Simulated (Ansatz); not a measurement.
Level of theory: DFT PBE, scalar-relativistic, plane waves, PAW in Ansatz. Settings: cutoff 420 eV, Γ-centred meshes spaced at most about 0.3 Å⁻¹ (2π included), Gaussian smearing. No spin polarisation in the final relaxations.

Energies over the elements count from the elements' standard structures at the same level, with no fitted energy shifts.

A relaxed structure of Al3GaAs4 has 23.55 Å³/atom, −0.452 eV/atom against the elements, a gap of 1.27 eV on its mesh:

```
Al Ga As
1.0
     4.05548    0.00000    0.00000
     0.00000    4.05548    0.00000
     0.00000    0.00000   11.45583
Al Ga As
3 1 4
Direct
  0.00000 0.00000 0.74976
  0.00000 0.00000 0.25024
  0.50000 0.50000 0.50000
  0.50000 0.50000 0.00000
  0.50000 0.00000 0.87413
  0.00000 0.50000 0.12587
  0.50000 0.00000 0.37511
  0.00000 0.50000 0.62489
```

Task: Predict cell, energy and gap of Al3GaSb4 with the same space group and Wyckoff sites.

Result: Al3GaSb4 has a = 4.405 Å, c = 12.413 Å: 30.11 Å³/atom, −0.167 eV/atom against the elements, a gap of 0.74 eV on its mesh. The volume per atom changes by +27.9 % and the formation energy by +0.285 eV/atom (from unrounded values). The gap narrows by 0.53 eV. Covalent radii: As 1.19 Å, Sb 1.39 Å; electronegativities 2.18 and 2.05. The cell follows the size of the atom. Al on a site of symmetry 2mm is surrounded by 4 Sb at 2.69–2.70 Å; around Al on a site of symmetry -4m2 lie 4 Sb at 2.70 Å; Ga is surrounded by 4 Sb at 2.69 Å; Sb on its first site is surrounded by 4 Al at 2.70 Å; 1 more site not described.

```cif
data_structure
_symmetry_space_group_name_H-M 'P 1'
_symmetry_Int_Tables_number 1
_cell_length_a 4.4054
_cell_length_b 4.4054
_cell_length_c 12.4130
_cell_angle_alpha 90.000
_cell_angle_beta 90.000
_cell_angle_gamma 90.000
_cell_volume 240.91
loop_
_atom_site_label
_atom_site_type_symbol
_atom_site_fract_x
_atom_site_fract_y
_atom_site_fract_z
_atom_site_occupancy
Al1 Al 0.50000 0.50000 0.24949 1
Al2 Al 0.00000 0.00000 0.50000 1
Al3 Al 0.50000 0.50000 0.75051 1
Ga1 Ga 0.00000 0.00000 0.00000 1
Sb1 Sb 0.50000 0.00000 0.37474 1
Sb2 Sb 0.00000 0.50000 0.62526 1
Sb3 Sb 0.50000 0.00000 0.87528 1
Sb4 Sb 0.00000 0.50000 0.12472 1
```

The two cells were relaxed from separate starts that ended on the same group and sites; neither need be the stable form of its compound. These runs have no spin–orbit coupling, which can matter for Sb. Kohn–Sham gaps at this level usually fall short of measured ones. The missing spin–orbit coupling can work the other way here. The reference form of As is held partly by dispersion forces, which this level lacks. Cells relaxed within their symmetry can be saddle points.

Replacing As with Sb expands the cell, makes formation from the elements much less exothermic and narrows the gap. The larger Sb atom has more diffuse valence p orbitals, so its longer bonds to Al and Ga have weaker overlap. Its lower electronegativity also makes those bonds less polar. Both effects probably contribute to the smaller energy gain and, by reducing the bonding–antibonding separation and raising the anion p states at the valence-band top, to the narrower gap.

The coordinates describe a cation-ordered zinc-blende framework that stays close to cubic metrics in both compounds. In the antimonide, the Al–Sb and Ga–Sb distances are almost equal. This fits the similar covalent sizes of Al and Ga, since the filled 3d shell of Ga screens the nuclear charge poorly and offsets the expected growth down the group. Cation order therefore probably causes little bond-length strain. The negative formation energies show that both compounds are favoured over the elements, but not that the ordered phases resist separation into their binary III–V compounds.
